Cancellation in the Hikami box: response of a 1000-channel wire to single changes

1. Question

A long metallic wire carries N = 1000 transverse channels per spin. Interference of time-reversed paths changes its diffusion constant by δD/D. One thing is changed at a time: channel number, mean free path, temperature, length, magnetic field, time-reversal symmetry of the scatterers, spin-orbit strength of the atoms. Which way does δD/D move, and how far?

Conventions. ħ = 1 in the algebra. ν: density of states per spin and volume. White-noise disorder, impurity line γ = 1/(2πντ). ℓ = v_Fτ, D = v_F²τ/d, d = 3. G_R = 1/(z_R − ξ), G_A = 1/(z_A − ξ), Δ = z_R − z_A = ω + i/τ. Spectrum linearised, ξ(k+p) = ξ + v·p; the dropped p²/2m is smaller than Dp² by a factor of order 1/(k_Fℓ). All results are disorder averages to first order in the Cooperon.

2. The box

Basic integrals. ν∫dξ G_R G_A = 2πiν/Δ; differentiating with respect to z_R and z_A gives

(1) f(m+1,n+1) ≡ ν∫dξ G_R^(m+1) G_A^(n+1) = (−1)ⁿ C(m+n,m) 2πiν/Δ^(m+n+1),

C(m+n,m) the binomial coefficient. At ω = 0: f(2,1) = −2πiντ², f(2,2) = 4πντ³, f(4,2) = f(2,4) = −8πντ⁵, f(4,1) = 2πiντ⁴, f(2,3) = 6πiντ⁴.

Ladders. Diffuson Γ(q) = 1/[2πντ²(Dq² − iω)]; the Cooperon C(Q) has the same form, Q being the sum of the two momenta.

Geometry. Insert one Cooperon into a diffuson. Four Green functions form a ring R A R A whose corners carry q, Q, q, Q in turn. With G(−k) = G(k) the momenta are k ± a on the R lines and k ± b on the A lines, a = (Q+q)/2, b = (Q−q)/2.

Zero momentum and frequency. Bare box: H_A = f(2,2) = 4πντ³. One extra impurity line may join the two R lines or the two A lines. It cuts the ring into two loops of three functions: H_B = γ f(2,1)² = −2πντ³, H_C = γ f(1,2)² = −2πντ³. Cost: one γ; gain: one more momentum sum; hence the same order as H_A. The sum vanishes.

Second order. Use G(k+a)G(k−a) = G² + (v·a)²G⁴ + …, ⟨(v·a)²⟩ = Da²/τ, and 1/Δⁿ ∝ 1 + inωτ:

H_A = 4πντ³[1 + 3iωτ − 2Dτ(a² + b²)]
H_B = −2πντ³[1 + 4iωτ − 2Dτ(a² + 3b²)]
H_C = −2πντ³[1 + 4iωτ − 2Dτ(3a² + b²)]

With a² + b² = (q² + Q²)/2:

(2) H = 4πντ⁴[Dq² + DQ² − iω].

Each corner contributes 2πντ⁴D times its squared momentum. The q² terms alone are −4π, +4π, +4π in units of ντ⁴Dq² (the q·Q terms of B and C cancel): the bare box has the wrong sign.

Dephasing enters the box too. Let the time-reversed contraction of two scatterings have weight λγ, λ slightly below 1. The Cooperon ladder becomes λγ/[1 − λ(1 − τDQ² + iωτ)] ≈ 1/[2πντ²(DQ² − iω + 1/τ_φ)], 1/τ_φ = (1 − λ)/τ. The dressing line of H_B scatters k → −k′ before the Cooperon and −k → k′ after it, so it is a time-reversed contraction as well; likewise in H_C. Then H = H_A + λ(H_B + H_C) gains 4πντ³(1 − λ) = 4πντ⁴/τ_φ, and

(3) H·C = 2τ²[1 + Dq²/(DQ² − iω + 1/τ_φ)].

The 1 has no Cooperon pole. Summed over Q it lives at Q ~ 1/ℓ, and exact particle conservation (no gap in Γ at q = ω = 0) requires the pole-free short-range diagrams, such as crossed self-energies, to remove it; that step is taken from the conservation law, not from a sum of those diagrams. The pole term vanishes as q², so it opens no gap.

Diffusion constant. 1/Γ → 2πντ²(Dq² − iω) − (1/V)Σ_Q H·C gives δD q² = −4πντ⁴Dq² (2πντ²)⁻² (1/V)Σ_Q 1/(DQ² + 1/τ_φ), so at ω = 0, with V the volume,

(4) δD/D = −(1/πν)(1/V) Σ_Q 1/(DQ² + 1/τ_φ).

The average ν has no Cooperon term, so δσ/σ = δD/D.

Two rules follow. (a) A perturbation that adds a rate to the Cooperon adds the same rate to the box; only the denominator of (4) responds. (b) The prefactor knows only the number of states, νV.

3. Reference wire

Cross-section A = W², W ≪ L_φ = √(Dτ_φ): only the uniform transverse mode has a small denominator, and ∫dQ/2π 1/(DQ² + 1/τ_φ) = L_φ/2D. With ν = mk_F/2π² and N = k_F²A/4π,

(5) δD/D = −L_φ/ξ₀, ξ₀ = 2πνDA = 4Nℓ/3.

The Drude conductance of length L is g = G/(2e²/h) = ξ₀/L, so δG = −(2e²/h)L_φ/L, with no N in it.

Inputs. Free electrons with k_F ≈ 13.6 nm⁻¹, typical of copper; ℓ = 3 nm, L_φ = 300 nm at T = 1 K, both assumed; spin-orbit scattering off until change G.

Derived. A = 67.9 nm², W = 8.24 nm (the size of a narrow interconnect line), v_F = 1.57×10⁶ m/s, τ = 1.91 fs, D = 15.7 cm²/s, k_Fℓ = 40.8, τ_φ = 57 ps, τ_φ/τ = 3L_φ²/ℓ² = 3.0×10⁴, ξ₀ = 4.0 µm, ρ = 22 µΩ cm.

Reference value: δD/D = −7.5 %.

What the cancellation prevents. The bare box alone would put −(1/πντ)(1/V)Σ_Q 1/(DQ² + 1/τ_φ) = −0.075/τ into the diffuson denominator: particle number would grow e-fold in 25 fs.

Neglected terms.
– Next order in the Cooperon: relative size of order L_φ/ξ₀, several per cent of the correction. Two figures at most.
– Higher transverse modes, estimated as a 3D sum cut at Q = 1/ℓ: 3/[π(k_Fℓ)²] = 5.7×10⁻⁴, almost inert under changes of τ_φ.
– Altshuler-Aronov interaction correction, exchange part, in its standard long-wire form: δG ≈ −3.13(e²/h)L_T/L, 3.13 = 3ζ(3/2)/√(2π), L_T = √(ħD/k_BT) = 110 nm. This is −4.3 %, a rival of the Cooperon term. It is absent from (4) and adds to the conductance.

What sets L_φ. If electron-electron collisions dominate, a segment L_φ has resistance (h/2e²)L_φ/ξ₀, its thermal voltage noise gives a phase variance of order (k_BTt/ħ)(L_φ/ξ₀), and variance 1 at t = τ_φ means

(6) L_φ³ ~ ξ₀L_T².

Here (ξ₀L_T²)^(1/3) = 0.36 µm, the order of the assumed value. Only the exponents of (6) are used below. Changes A and B have two answers: τ_φ fixed from outside, or following (6).

4. Change A: N = 1000 → 4000 (W doubled to 16.5 nm)

Reasoning. The box is local and does not see the walls. A diffusing electron must return to its starting point, and there is four times the area to miss it in. |δD/D| falls by 4; G rises by 4; δG is unchanged. A wider wire is also less noisy, so under (6) L_φ grows and the fall is weaker.

Calculation. ξ₀ = 16 µm.
τ_φ fixed: δD/D = −1.9 %.
Rule (6): L_φ ∝ N^(1/3) = 476 nm, δD/D ∝ N^(−2/3) = −3.0 %; |δG| rises by 1.59.

5. Change B: ℓ = 3 → 6 nm

Reasoning. The vertex scales as τ⁴ and the two extra ladders as τ⁻² each, so τ survives only in D. The time-integrated return probability in one dimension is ∝ √(τ_φ/D). A cleaner wire has a smaller relative correction, by √2, but a larger absolute one, since L_φ grows.

Calculation. ξ₀ = 8.0 µm, ρ = 11 µΩ cm.
τ_φ fixed: L_φ = 424 nm, δD/D = −5.3 %.
Rule (6): L_φ³ ∝ ξ₀D ∝ ℓ², L_φ = 476 nm, δD/D ∝ ℓ^(−1/3) = −6.0 %.
Now ℓ is comparable with W and walls scatter. The form −L_φ/ξ₀ survives with ξ₀ read from the resistance per length, (h/2e²)/ξ₀; ℓ is then an effective value.

6. Change C: T = 1 → 4.2 K

Reasoning. More noise, shorter loops, smaller |δD/D|. The dependence is weak, because a shorter L_φ lowers the resistance that makes the noise.

Calculation. L_φ ∝ T^(−1/3) = 186 nm, δD/D = −4.6 %. The interaction term goes as T^(−1/2), from −4.3 % to −2.1 %. The two shifts are of similar size and equal sign, so G(T) alone cannot isolate the Cooperon. Electron-phonon dephasing, left out, would shorten L_φ further.

7. Change D: finite length between wide leads

Reasoning. Leads absorb the Cooperon: an escape rate of order D/L² joins 1/τ_φ. For L ≪ L_φ the loop size is L itself, so δg saturates at a pure number while g grows as 1/L, and |δG/G| falls linearly with L.

Calculation. C = 0 at the ends: Q = nπ/L, n ≥ 1. Segments add in series, so the length average of δD is needed, which is the mode sum. With x = L/L_φ,

(7) δg = −2 Σ_n 1/(n²π² + x²) = −(x coth x − 1)/x².

Large x: −1/x + 1/x², that is (5) reduced by the factor 1 − L_φ/L. Small x: −1/3.

L (nm) | g | δg | δG/G
1500 | 2.67 | −0.16 | −6.0 %
600 | 6.67 | −0.27 | −4.0 %
300 | 13.3 | −0.31 | −2.3 %
100 | 40 | −0.33 | −0.83 %

Rival: a single coherent wire at low temperature has sample-to-sample fluctuations with the standard variance 2/15, rms δg = 0.37, as large as the mean shift. The short entries describe averages over many wires.

8. Change E: magnetic field, then its direction

Reasoning. Q → −i∇ + 2eA in the Cooperon and, by gauge invariance, at the Cooperon corners of (2). The cancellation in (3) persists, with the lowest eigenvalue as the new rate. The correction shrinks: positive magnetoconductance, on the scale of one flux quantum h/2e through WL_φ. For a field along the wire a single turn encloses only about W², which suggests a scale larger by L_φ/W. But within τ_φ the path makes about (L_φ/W)² independent turns of random sense, and the rms area is again WL_φ. Expect the same order, with a smaller coefficient.

Calculation. For W well below the magnetic length, choose a divergence-free A tangent to the walls; first-order perturbation of the uniform mode gives the rate D⟨(2eA)²⟩.

Perpendicular: A_x = −By, |y| < W/2, ⟨A²⟩ = B²W²/12, so

(8) 1/L_B² = 1/L_φ² + (eBW/ħ)²/3, δD/D = −L_B/ξ₀.

Halving needs B = 3ħ/(eWL_φ) ≈ 0.8 T, a flux BWL_φ = (3/π)(h/2e) = 0.95 h/2e. The magnetic length √(ħ/eB) is then 29 nm, above W.

Parallel: A = ∇×(ψx̂), ∇²ψ = −B, ψ = 0 on the walls, ⟨A²⟩ = B⟨ψ⟩ by Green's identity. The sine series gives ⟨A²⟩ = (64B²W²/π⁶) Σ 1/[m²n²(m² + n²)] over odd m, n, or

⟨A²⟩ = (B²W²/12) r, r = 1 − (192/π⁵) Σ_(n odd) tanh(nπ/2)/n⁵ = 0.422.

Halving needs 1.2 T. At B = 0.5 T, with u the added rate times τ_φ:

direction | u | L_B (nm) | δD/D | shift
⊥ | 1.18 | 203 | −5.1 % | +2.4 %
∥ | 0.50 | 245 | −6.1 % | +1.4 %

Limits. (8) assumes ℓ ≪ W; here ℓ/W = 0.36. Paths that fly from wall to wall partly cancel their flux, so the true rates are lower by a relative amount of order ℓ/W and the halving fields are lower bounds of one-figure quality. Zeeman splitting, 0.67 K at 0.5 T for g-factor 2, does not touch (4) while spin is conserved. It does weaken two triplet parts of the interaction correction, in standard form a share of about F/4 of the exchange term, at most 1.1 % of G for screening parameter F ≤ 1 and reached only far above this field. That shift is negative and isotropic; the difference ⊥ − ∥ is free of it.

9. Change F: a share p of the scattering is odd under time reversal

Schematic model: potential U_even + U_odd with variance shares 1 − p and p, total τ unchanged. Spin-flip impurities realise it with spin indices attached.

Reasoning. Drude D is untouched. The box no longer vanishes at zero momentum, which looks like loss of particles; (3) shows it is not, since the residue cancels against the new Cooperon rate. A loop has τ_φ/τ collisions, so p of order τ/τ_φ already matters.

Calculation. Time reversal flips the sign of U_odd: λ = (1 − p) − p = 1 − 2p, added rate 2p/τ,

δD/D = −(L_φ/ξ₀)(1 + 2pτ_φ/τ)^(−1/2).

Halving: 2pτ_φ/τ = 3, p = 5.0×10⁻⁵. For p = 10⁻⁴: coherence length 113 nm, δD/D = −2.8 %, while the extra residue of the box is only 2p = 2×10⁻⁴ of H_A.

10. Change G: heavier atoms, spin-orbit scattering

Reasoning. The Cooperon enters with its outgoing spins exchanged. The exchange operator is +1 on the three triplet states and −1 on the singlet; dividing the trace by two spin directions gives weights 3/2 and −1/2, total 1 without spin-orbit coupling. Time reversal keeps the singlet gapless. The triplet decays at the spin relaxation rate 1/τ_s, and particle conservation puts the same rate into the triplet box. So |δD/D| first falls, the sign flips, and the limit is half the reference value with positive sign.

Calculation. ε = τ/τ_s, spin diffusion length L_s = ℓ/√(3ε):

(9) δD/D = −(L_φ/ξ₀)[(3/2)(1 + ετ_φ/τ)^(−1/2) − 1/2].

Zero at ετ_φ/τ = 8: ε* = 2.7×10⁻⁴, L_s = L_φ/√8 = 106 nm.

ε | L_s (nm) | δD/D
10⁻⁴ | 173 | −1.9 %
10⁻³ | 55 | +1.7 %
10⁻² | 17 | +3.1 %

Typical orders of ε: 10⁻⁴ for light metals such as aluminium, 10⁻³ for copper, 10⁻² or more for gold. Beyond ε* a weak field removes the positive singlet term first and the magnetoconductance near B = 0 is negative.

11. Collected responses of the model (reference −7.5 %)

change | what responds | δD/D
A: N × 4 | prefactor 1/νA | −1.9 % (τ_φ fixed), −3.0 % (rule 6)
B: ℓ × 2 | D | −5.3 %, −6.0 %
C: 4.2 K | 1/τ_φ | −4.6 %
D: L = L_φ | escape to leads | −2.3 %
E: 0.5 T | orbital rate | −5.1 % (⊥), −6.1 % (∥)
F: p = 10⁻⁴ | rate 2p/τ | −2.8 %
G: ε = 10⁻³ | triplet rate | +1.7 %

Changes C to F add a rate and shrink the correction without reversing it. A and B dilute it through ξ₀. Only G reverses the sign, because it removes one of two channels of opposite weight.

12. Against a real copper line

All values are the model's. The reference −7.5 % does not describe copper: with ε of order 10⁻³ the wire lies beyond ε*, and antilocalisation is the typical behaviour of copper wires near 1 K. The +1.7 % is soft, because (9) is a difference: ε = 5×10⁻⁴ gives +0.94 %, ε = 2×10⁻³ gives +2.3 %. The model is also about twice as resistive as copper lines near 10 nm width, typically about 10 µΩ cm; ℓ = 3 nm was chosen to keep ℓ below W/2. With ℓ = 6 nm at the same τ_φ and ε = 10⁻³, ετ_φ/τ drops from 30 to 15 and (9) gives +0.66 %. Trace magnetic impurities, common in copper, shorten τ_φ and push the wire back towards the zero of (9). The model therefore supports a positive correction of order one per cent, smaller in size than the negative interaction term and separable from it by the low-field orbital magnetoconductance.